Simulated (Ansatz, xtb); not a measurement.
**C3H6FIn: which of two isomers lies lower**

We compare X, `FCC[CH2][In]`, a singlet, with Y, `C[C@H]([In])CF`, a singlet. Both are isolated molecules in the gas phase, relaxed with PBE0-D3(BJ)/def2-SVP; each stands in its lowest conformer found.

Energies in hartree; the thermal terms are from PBE0-D3(BJ)/def2-SVP harmonic frequencies (ideal gas, rigid rotor, one conformer each, 1000 K, 1 atm) and include the zero-point energy:

```
                              X           Y
E, CCSD(T)/def2-SVP  −406.320061  −406.316471
    E, MP2/def2-SVP  −406.246542  −406.243265
  E, MP2/def2-TZVPP  −406.865898  −406.864258
  zero-point energy     0.084934     0.084102
      H(1000 K) − E     0.133275     0.133260
      G(1000 K) − E    −0.064351    −0.070449
```

Task: Correct the CCSD(T) difference for the basis set by the MP2 change, then work out ΔE, ΔE₀, ΔH and ΔG for X → Y in kJ/mol (1 Eh = 2625.50 kJ/mol) and the equilibrium ratio [Y]/[X].

Result: 1. Differences Y − X: CCSD(T) +0.003590, MP2 in the small set +0.003277, MP2 in the large set +0.001640 Eh.
2. ΔE = +0.003590 + (+0.001640 − (+0.003277)) = +0.001953 Eh = +5.13 kJ/mol.
3. ΔE₀ = ΔE + ΔZPE = +0.001953 + (−0.000832) Eh = +2.94 kJ/mol.
4. ΔH = ΔE + (−0.000015) Eh = +5.09 kJ/mol.
5. ΔG = ΔE + (−0.006098) Eh = −10.88 kJ/mol, so ΔS = (ΔH − ΔG)/T = +16.0 J/(mol K).
6. kT = 3.1668 mEh, so K = [Y]/[X] = exp(−ΔG/kT) = exp(+1.31) ≈ 3.7.

Structure Y is favoured at this temperature, against the order of the electronic energies. An error of 4 kJ/mol in ΔG would change K by a factor of 1.6. GFN2-xTB gave ΔE the other sign. Mirror images and further conformers aren't counted.

As drawn, both hold the same kinds of bond in the same numbers. Structure X has 0 methyl groups, Y 1.

Other levels gave ΔE = −4.7 (GFN2-xTB); +24.6 (HF/STO-3G, GFN2-xTB geometries); +10.9 (r2SCAN-D4/def2-SVP, GFN2-xTB geometries); +8.6 (PBE0-D3(BJ)/def2-SVP); +13.4 (HF/def2-SVP); +8.6 (MP2/def2-SVP); +9.4 (CCSD(T)/def2-SVP) kJ/mol. The correlated steps freeze 8 core orbitals; the filled d shell of In is correlated, in a basis made for valence electrons. Atoms past krypton carry core potentials in the def2 sets, without spin–orbit terms. Programs: Ansatz 0.2.0, xtb 6.7.1.

The electronic energy favours the terminal indium compound X, while the preference for Y at 1000 K is entropic: ΔH stays at +5.09 kJ/mol, and the entropy gain of +16.0 J/(mol K) outweighs it. Since the bond types match, the energy difference must come from substitution pattern and through-space contacts. A polar In–C bond generally favours a primary carbon, which carries the partial negative charge better than a secondary one. In X the chain can also fold so that a fluorine lone pair reaches an empty 5p orbital of In(I), closing a five-membered ring; in Y the corresponding ring would be four-membered and more strained. Such a contact would probably stiffen the skeletal torsions of X, which would account for both its lower energy and its lower entropy. The smaller gap in the larger basis fits this picture, as small sets tend to overbind such contacts. The modest preference for Y is not secure, because X has more skeletal torsions and its open rotamers, populated at high temperature, would probably shift the balance back towards it.
